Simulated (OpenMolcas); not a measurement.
## CH3AlF2O: a line through the functionals

CH3AlF2O: 8 atoms, total charge 0, spin state singlet. SMILES: `C[O][Al]([F])[F]`. Geometry: relaxed at PBE0-D4/def2-TZVP.

The dipole moment y, in D, basis 6-31G(d); a is the functional's share of exact exchange. Programs: OpenMolcas 26.06.

| functional | program | a | y (D) |
| --- | --- | --- | --- |
| TPSS | OpenMolcas | 0 | 2.03 |
| PBE | OpenMolcas | 0 | 1.99 |
| B3LYP | OpenMolcas | 0.2 | ? |
| PBE0 | OpenMolcas | 0.25 | 2.09 |
| BHLYP | OpenMolcas | 0.5 | 2.16 |

**Question.** Fit y = c + s·a to the known rows and predict B3LYP.

**Answer.** 
1. Means of the 4 rows: a = 0.1875, y = 2.067.
2. Σ(Δa)² = 0.17188, Σ(Δa·Δy) = 0.051875, so the slope is 0.051875/0.17188 = 0.30181.
3. Intercept: 2.067 − (0.30181) × 0.1875 = 2.010. The largest residual of the fit is 0.020.
4. B3LYP: 2.010 + (0.30181) × 0.2 = 2.07 D.

The run gave 2.07 D, so the prediction is off by 0.00 D: they agree to the digits shown. More exact exchange makes the molecule more polar here.

The dipole moment rises modestly with the share of exact exchange, from 1.99 D in PBE to 2.09 D in PBE0 and 2.16 D in BHLYP. With the geometry held fixed, this reflects a redistribution of electron density rather than a change in bond lengths. Al–F and Al–O bonds are strongly polarised towards the electronegative atoms, and exact exchange probably strengthens that polarisation by countering the tendency of semilocal functionals to spread charge too evenly. The total moment is, however, a vector sum in which bond contributions partly cancel, so its increase does not establish that every bond becomes more ionic.

PBE and PBE0 give the cleanest comparison, while TPSS and PBE differ even without exact exchange, so a is not the only variable that matters. The B3LYP match therefore supports a useful interpolation within this set, but its closeness is partly fortuitous given the fit's largest residual of 0.020. Agreement with the line does not show which functional lies nearest the true dipole moment.
